CCSD(T), the most complete method in this table, misses the reference by 0.22 kcal/mol, while the cheaper MP2 misses it by only 0.05. Taken at face value, the two rows would advise against paying for coupled cluster. They mislead because each error in the column "interaction less reference" contains two things, the fault of the method and the fault of the basis. The reference is an estimate for the limit of a complete basis, a focal-point value in which only the Hartree-Fock and MP2 parts go beyond triple zeta. The rows all stay in one triple-zeta basis.

Interaction energies of CO with AsH3 (gas phase, PBE0-D4/def2-TZVP minimum) from Ansatz 0.2.0 in def2-TZVPPD, counterpoise-corrected, negative for binding; correlated wave-function methods freeze the cores but not As 3d. The reference is an estimate of CCSD(T) at the basis-set limit, as a rule a focal-point value: Hartree-Fock and MP2 correlation extrapolated from triple and quadruple zeta, plus CCSD(T) less MP2 from triple zeta alone. Superposition error is corrected less uncorrected energy.

| method | class | exact exchange, short range (%) | exact exchange, long range (%) | interaction (kcal/mol) | interaction less reference (kcal/mol) | superposition error (kcal/mol) |
| --- | --- | --- | --- | --- | --- | --- |
| PBE-D4 | GGA | 0 | 0 | -1.09 | -0.40 | 0.08 |
| revPBE-D4 | GGA | 0 | 0 | -0.69 | 0.01 | 0.09 |
| BLYP-D4 | GGA | 0 | 0 | -0.67 | 0.02 | 0.09 |
| r2SCAN-D4 | meta-GGA | 0 | 0 | -0.63 | 0.07 | 0.07 |
| B97M-V | meta-GGA | 0 | 0 | -0.87 | -0.18 | 0.06 |
| PBE0-D4 | global hybrid | 25 | 25 | -0.90 | -0.21 | 0.07 |
| B3LYP-D4 | global hybrid | 20 | 20 | -0.73 | -0.04 | 0.08 |
| HSE06-D4 | screened hybrid | 25 | 0 | -0.92 | -0.23 | 0.07 |
| wB97X-V | range-separated | 17 | 100 | -0.73 | -0.03 | 0.07 |
| wB97M-V | range-separated | 15 | 100 | -0.70 | 0.00 | 0.09 |
| B2PLYP | double hybrid | 53 | 53 | -0.12 | 0.58 | 0.15 |
| HF | Hartree-Fock | 100 | 100 | 0.69 | 1.38 | 0.07 |
| MP2 | wave function | n/a | n/a | -0.64 | 0.05 | 0.34 |
| CCSD | wave function | n/a | n/a | -0.28 | 0.42 | 0.31 |
| CCSD(T) | wave function | n/a | n/a | -0.48 | 0.22 | 0.32 |

**Separating method from basis.** Write the error of a wave-function method, relative to the reference, as a sum:

$$\Delta = \Delta_\text{method} + \Delta_\text{basis}.$$

For CCSD(T) the method part is zero by definition, so its whole error of +0.22 kcal/mol counts as the basis part, along with any error in the estimated reference itself. MP2 binds more strongly than CCSD(T) in the same basis, which gives it a method part of −0.16, and the sum comes out close to its small printed error. The good MP2 value is therefore a cancellation, and a better basis would spoil it. The sum has to agree, since both parts are differences between the same three energies, so it is no independent test. Nor do the rows test whether a better basis would shift MP2 as much as CCSD(T). The reference assumes nearly that, because its difference between the two methods comes from triple zeta alone.

CCSD has no such cancellation. It leaves out the connected triple excitations, which here are worth 0.20 kcal/mol of binding, and the basis, judged by the estimated reference, takes away about as much again. Theory offers a likely reason for the opposite signs of the two method errors. MP2 lets the electrons of the two molecules respond to each other but neglects much of the screening within each molecule, and so often exaggerates the attraction. CCSD includes that screening but lacks part of the coupling that strengthens dispersion. Correlation also alters the charge distribution of CO, whose small dipole moment has the wrong sign in Hartree-Fock theory, so part of the differences may be electrostatic. In this structure the carbon end of CO faces arsenic at 3.5 Å, nearly opposite one As–H bond, and correlation, which makes that end more negative, is expected to add a little attraction.

**Why the basis matters so much.** Hartree-Fock finds the pair repulsive by 0.69 kcal/mol, so the net attraction comes from electron correlation. Two argon atoms are the simpler case: without correlation they only repel, and dispersion, the correlated fluctuation of the two electron clouds, holds them together. The likeness is not complete, because CO and AsH₃ also have permanent charge distributions that attract or repel according to orientation. In both cases the binding is a small difference between repulsion and a larger correlation term, so a modest shortfall in correlation becomes a large relative error. Here the basis shortfall of CCSD(T), itself only as good as the focal-point estimate of the limit, is about 31% of the reference interaction.

The superposition error shows where the demand on the basis arises. It measures how much a molecule gains by borrowing its partner's basis functions, a gain that the counterpoise correction removes. It is 0.07 kcal/mol for Hartree-Fock but 0.34 for MP2, so correlation brings in the difference of 0.27. The main reason is that a correlated wave-function method must describe how electrons avoid one another through the empty orbitals, whereas an ordinary functional needs mainly the density and the occupied orbitals. The filled 3d shell of arsenic may add to the error, since it is correlated here in a basis made mainly for valence electrons.

B2PLYP allows a rough check, since it is a functional that includes 27% of an MP2-type correlation term. The ten functionals with a dispersion term have a mean superposition error of 0.077 kcal/mol, and B2PLYP is not among them. Adding the MP2 share gives

$$0.077 + 0.27\times0.27 \approx 0.15\ \text{kcal/mol},$$

which is the value in the table. The match to the last digit is partly luck: the inputs are rounded, and B2PLYP evaluates its term with Kohn-Sham orbitals, whose smaller gaps are expected to make it larger than the same share of MP2. One row cannot establish the rule, but the size is right and supports the view that the correlated part makes the demand.

The same reasoning shows that the basis is not the main fault of B2PLYP. The method underbinds by 0.58 kcal/mol, and 27% of the MP2 basis shortfall, taken as equal to the estimated 0.22 for CCSD(T), would account for only about 0.06. Unlike the other functionals here, it was run with no added dispersion term, and its reduced share of MP2 supplies only part of the long-range attraction. That is the standard explanation for such underbinding; a run with the term added would test it.

**Choosing a functional.** For the ten functionals with a dispersion term, the share of exact exchange is a poor guide. PBE-D4, revPBE-D4 and BLYP-D4 all have none, yet their interactions spread over 0.42 kcal/mol. The binding weakens by 0.19 from PBE-D4 to PBE0-D4, where exact exchange is added, but strengthens by 0.06 from BLYP-D4 to B3LYP-D4. In both steps the dispersion term changes as well, and B3LYP, here the form with VWN-RPA correlation, also differs from BLYP in its correlation part.

The pair PBE and revPBE points to a likely cause. They share their correlation functional and differ in how strongly exchange responds where the density gradient is large relative to the density itself, as in the thin outer regions where two molecules meet. PBE exchange is known to be too weakly repulsive there. A dispersion term adds its attraction to any that the functional already has, so the sum can come out too large, as it probably does for PBE-D4. The dispersion term is also adjusted to each functional, and the table does not separate its effect from that of exchange, but the runs give a hint. The D4 energy of the whole pair, including the part within each molecule, is about 1.6 kcal/mol of attraction for PBE and 2.6 for B3LYP, yet PBE-D4 binds more strongly, which points to the functional and not to a larger dispersion term. For r2SCAN it is only 0.43, less than the binding of 0.63, so that functional holds the pair even without the term.

**How much accuracy is enough.** An energy error changes the calculated association constant, the measure of how readily the pair forms, by the factor

$$f = e^{-\Delta/RT},$$

where $R$ is the gas constant, $T$ the temperature, and all else is held fixed. At 298 K, $RT$ is 0.59 kcal/mol, almost as much as the binding itself, so the factor there is a yardstick and not a forecast for a lasting pair. PBE-D4, with $\Delta=-0.40$, then makes the constant about twice too large, and at 100 K about 7.5 times. An error of 0.1 kcal/mol changes it by only about a fifth at room temperature.

By that room-temperature standard six functionals are good enough here: revPBE-D4, BLYP-D4, r2SCAN-D4, B3LYP-D4, wB97X-V and wB97M-V. Differences of a few hundredths between them should not decide the choice, because the reference is itself an estimate, with its coupled-cluster correction from triple zeta alone, and its own error is not known here. PBE-D4, PBE0-D4, HSE06-D4 and B97M-V overbind by more than 0.1. All rows use one PBE0-D4 structure, so this is a judgement of energies at one contact distance, not of the structures that each functional would find.

**What to pay for.** For many similar arrangements of this pair, revPBE-D4, BLYP-D4 or r2SCAN-D4 is an economical start, since none of them needs exact exchange. A few arrangements should then be checked with coupled cluster near the basis-set limit, because agreement at a single minimum does not guarantee the rest of the energy surface. By formal scaling, doubling the system multiplies the cost of MP2 by about 32 and that of CCSD(T) by about 128.

That difference in cost suggests how to spend the effort. The large basis is best bought at the MP2 level, and the difference between CCSD(T) and MP2 added from the smaller basis, which is how the reference here was made: its MP2 correlation is extrapolated from def2-TZVPPD and def2-QZVPPD, and the difference comes from def2-TZVPPD alone. If only the smaller basis is affordable, CCSD(T) should be run with and without counterpoise. Here the corrected value binds too weakly by 0.22 kcal/mol and the uncorrected one too strongly by 0.10, so the two enclose the estimated limit, which is common but not guaranteed. Their gap warns of an unfinished basis; for a functional, a small gap does not vouch for the functional itself.
